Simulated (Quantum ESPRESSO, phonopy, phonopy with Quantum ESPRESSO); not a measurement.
# Highest zone-centre optical mode of zinc-blende ZnSe against volume: Grüneisen parameter in LDA and PBE

We calculate the highest optical mode of zinc-blende ZnSe at the zone centre, at seven volumes in LDA and seven in PBE. Each set runs from 3% below to 6% above the static equilibrium volume $V_0$ of its own level. With the macroscopic field left out, this is the transverse optical mode. We want its shift with volume and the mode Grüneisen parameter $\gamma = -\,d\ln\omega/d\ln V$, which is positive when the mode softens on expansion. This parameter converts a change of volume, whether from pressure, strain or heating, into a shift of the line seen in Raman scattering. The comparison is between the two functionals; no measured frequency is shown in the table.

## Systems and settings

One crystal, ZnSe (zinc-blende), taken from a measured cell of the Crystallography Open Database (known phase), directly or through a relaxation at another level, and relaxed at each level to its static volume V0; then scaled volumes, with shape and atoms relaxed at fixed volume where symmetry leaves them free. Quantum ESPRESSO 7.5 rows: plane waves at 45 Ry, no spin, finite atomic displacements in 2×2×2 supercells with phonopy 4.10. The same in all rows: lowest frequency along the high-symmetry path, interpolated; zero means stable, negative imaginary: 0.0 cm⁻¹.

- volume (Å³): volume per atom.
- pressure (GPa): static pressure at that volume, compression positive.
- highest Γ mode (cm⁻¹): highest optical mode at the zone centre, without the macroscopic field (no LO-TO term).

## Table of results

| member | level of theory | volume (Å³) | pressure (GPa) | highest Γ mode (cm⁻¹) |
| --- | --- | --- | --- | --- |
| V/V0 = 0.97 | LDA, GBRV (Quantum ESPRESSO) | 20.876 | 2.43 | 231.3 |
| V/V0 = 0.985 | LDA, GBRV (Quantum ESPRESSO) | 21.199 | 1.19 | 225.5 |
| V/V0 = 1 | LDA, GBRV (Quantum ESPRESSO) | 21.522 | 0.05 | 219.8 |
| V/V0 = 1.015 | LDA, GBRV (Quantum ESPRESSO) | 21.844 | −1.00 | 214.3 |
| V/V0 = 1.03 | LDA, GBRV (Quantum ESPRESSO) | 22.167 | −1.97 | 209.0 |
| V/V0 = 1.045 | LDA, GBRV (Quantum ESPRESSO) | 22.490 | −2.85 | 203.7 |
| V/V0 = 1.06 | LDA, GBRV (Quantum ESPRESSO) | 22.813 | −3.67 | 198.7 |
| V/V0 = 0.97 | PBE, GBRV (Quantum ESPRESSO) | 22.800 | 1.82 | 206.5 |
| V/V0 = 0.985 | PBE, GBRV (Quantum ESPRESSO) | 23.153 | 0.85 | 201.1 |
| V/V0 = 1 | PBE, GBRV (Quantum ESPRESSO) | 23.505 | −0.05 | 195.9 |
| V/V0 = 1.015 | PBE, GBRV (Quantum ESPRESSO) | 23.858 | −0.87 | 190.8 |
| V/V0 = 1.03 | PBE, GBRV (Quantum ESPRESSO) | 24.210 | −1.63 | 185.9 |
| V/V0 = 1.045 | PBE, GBRV (Quantum ESPRESSO) | 24.563 | −2.33 | 181.0 |
| V/V0 = 1.06 | PBE, GBRV (Quantum ESPRESSO) | 24.916 | −2.97 | 176.3 |

Least-squares fits to the whole series, with x = volume (Å³); R² in the fitted variables, residuals in the unit of y:

| y | level of theory | members | fit | R² | rms residual | leave-one-out rms | standard deviation of y |
| --- | --- | --- | --- | --- | --- | --- | --- |
| highest Γ mode (cm⁻¹) | LDA, GBRV (Quantum ESPRESSO) | 7 | ln y = 10.65177 − 1.713701 ln x | 1.00 | 0.12 | 0.19 | 12 |
| highest Γ mode (cm⁻¹) | PBE, GBRV (Quantum ESPRESSO) | 7 | ln y = 10.90 − 1.781 ln x | 1.00 | 0.14 | 0.22 | 11 |

## The trend and its physics

The mode softens at every step of expansion, from 231.3 to 198.7 cm⁻¹ in LDA and from 206.5 to 176.3 cm⁻¹ in PBE. The fitted $\gamma$ is 1.71 in LDA and 1.78 in PBE, a difference of about 4%.

A model with two parameters follows from three assumptions. First, at the zone centre the Zn and Se sublattices move rigidly against each other, so one force constant $K$ and the reduced mass $\mu$ fix the frequency:

$$\omega^2 = K/\mu .$$

Second, the atoms sit on sites fixed by symmetry, so the bond length $d$ scales as $V^{1/3}$. Third, the force constant falls as a power of the bond length, $K \propto d^{-n}$. The mass does not depend on volume, hence

$$\omega \propto K^{1/2} \propto d^{-n/2} \propto V^{-n/6}, \qquad \omega(V) = \omega_0\,(V_0/V)^{\gamma}, \qquad \gamma = n/6 .$$

The parameters are $\omega_0$, the frequency at $V_0$, and $\gamma$. The fits give $n$ = 6 × 1.714 = 10.3 in LDA and 6 × 1.781 = 10.7 in PBE. A bond 1% longer therefore has a force constant roughly 10% smaller.

The levels differ much more in the frequency itself. At its own $V_0$, PBE lies 219.8 − 195.9 = 23.9 cm⁻¹ below LDA. At nearly equal volume, 22.800 Å³ in PBE and 22.813 Å³ in LDA, it lies 206.5 − 198.7 = 7.8 cm⁻¹ above. The low PBE frequency at equilibrium thus comes from the larger PBE cell. At the shared volume the PBE crystal is compressed (1.82 GPa) and the LDA crystal stretched (−3.67 GPa).

They also differ more in the shift with pressure. Between $V/V_0$ = 1.015 and 0.985 it is (225.5 − 214.3) / (1.19 + 1.00) = 5.1 cm⁻¹/GPa in LDA and (201.1 − 190.8) / (0.85 + 0.87) = 6.0 cm⁻¹/GPa in PBE, mainly because the PBE crystal is more compressible.

## Testing the model

We fix the model on the LDA members $V/V_0$ = 1 and $V/V_0$ = 1.03:

ln(219.8 / 209.0) = 0.05038 and ln(22.167 / 21.522) = 0.02953, so $\gamma$ = 0.05038 / 0.02953 = 1.706, with $\omega_0$ = 219.8 cm⁻¹.

Three other LDA volumes then follow.

- $V/V_0$ = 0.97: 219.8 × (21.522 / 20.876)^1.706 = 231.5 cm⁻¹; the table has 231.3.
- $V/V_0$ = 1.015: 219.8 × (21.522 / 21.844)^1.706 = 214.3 cm⁻¹; the table has 214.3.
- $V/V_0$ = 1.06: 219.8 × (21.522 / 22.813)^1.706 = 199.0 cm⁻¹; the table has 198.7.

Over all five LDA volumes not used to fix the model, the miss is between 0.0 and 0.3 cm⁻¹, against a standard deviation of 12 cm⁻¹ in the series.

To see what the disagreement in $\gamma$ costs in frequency, we carry the LDA exponent over to PBE and take only $\omega_0$ and $V_0$ from the PBE row at $V/V_0$ = 1.

- PBE, $V/V_0$ = 1.06: 195.9 × (23.505 / 24.916)^1.706 = 177.4 cm⁻¹; the table has 176.3.

This is the largest miss among the six PBE volumes tested in this way. It amounts to 1.1 cm⁻¹ on a computed fall of 195.9 − 176.3 = 19.6 cm⁻¹. An exponent from one level therefore serves the other well over this range, provided that the frequency and volume at equilibrium are taken from the level in use.

## Residuals

Largest departures from the fit to the whole series:

| member | level of theory | highest Γ mode (cm⁻¹) | fit | computed − fit | computed / fit | in rms residuals (of ln y) |
| --- | --- | --- | --- | --- | --- | --- |
| V/V0 = 0.97 | LDA, GBRV (Quantum ESPRESSO) | 231.3 | 231.5 | −0.2 | 1.00 | 1.5 |
| V/V0 = 1.06 | PBE, GBRV (Quantum ESPRESSO) | 176.3 | 176.5 | −0.2 | 1.00 | 1.4 |
| V/V0 = 0.97 | PBE, GBRV (Quantum ESPRESSO) | 206.5 | 206.7 | −0.2 | 1.00 | 1.3 |
| V/V0 = 1.06 | LDA, GBRV (Quantum ESPRESSO) | 198.7 | 198.8 | −0.1 | 1.00 | 1.2 |

The departures from the fits are small, at most 0.2 cm⁻¹, but they have a pattern: at both levels the smallest and the largest volume lie below the fitted line. This is the sign expected if $\gamma$ grows with volume. The end intervals bear it out, with $\gamma$ taken as the logarithm of the frequency ratio over that of the volume ratio.

- LDA, $V/V_0$ = 0.97 to 1: ln(231.3 / 219.8) = 0.05100 and ln(21.522 / 20.876) = 0.03048, so $\gamma$ = 0.05100 / 0.03048 = 1.67.
- LDA, $V/V_0$ = 1.03 to 1.06: ln(209.0 / 198.7) = 0.05054 and ln(22.813 / 22.167) = 0.02873, so $\gamma$ = 0.05054 / 0.02873 = 1.76.
- PBE, $V/V_0$ = 0.97 to 1: ln(206.5 / 195.9) = 0.05270 and ln(23.505 / 22.800) = 0.03045, so $\gamma$ = 0.05270 / 0.03045 = 1.73.
- PBE, $V/V_0$ = 1.03 to 1.06: ln(185.9 / 176.3) = 0.05302 and ln(24.916 / 24.210) = 0.02874, so $\gamma$ = 0.05302 / 0.02874 = 1.84.

Rounding of the frequencies can shift each $\gamma$ by about 0.02 at most.

The assumption that fails is the constant exponent $n$. A likely reason is that the force constant of a real bond falls to zero at a finite stretch, where its energy curve has an inflection, whereas a power law never reaches zero; the local exponent should then rise as the bond lengthens. The table shows the rise but does not isolate its cause. A smooth basis-set error at fixed cutoff could contribute to a curvature this small.

## Conclusions and limits

From 3% compression to 6% expansion, a constant $\gamma$ of 1.7 to 1.8 describes the mode at both levels, and the functionals differ by less than $\gamma$ changes within either series.

Two omitted effects exceed the scatter about the fits. The macroscopic field raises the longitudinal branch, in polar semiconductors of this kind by roughly some tens of cm⁻¹, comparable with the whole range of a series. Thermal expansion and anharmonicity usually lower the mode, by roughly a few cm⁻¹ at room temperature.

This $\gamma$ should not be used for the thermal expansion of the crystal, since some modes away from the zone centre have negative values.

[On method and selection: Runs that did not converge, have known faults or may not be shown are not listed, and runs on Ansatz's PAW sets soft_1 and soft_2 are kept to separate tables.]
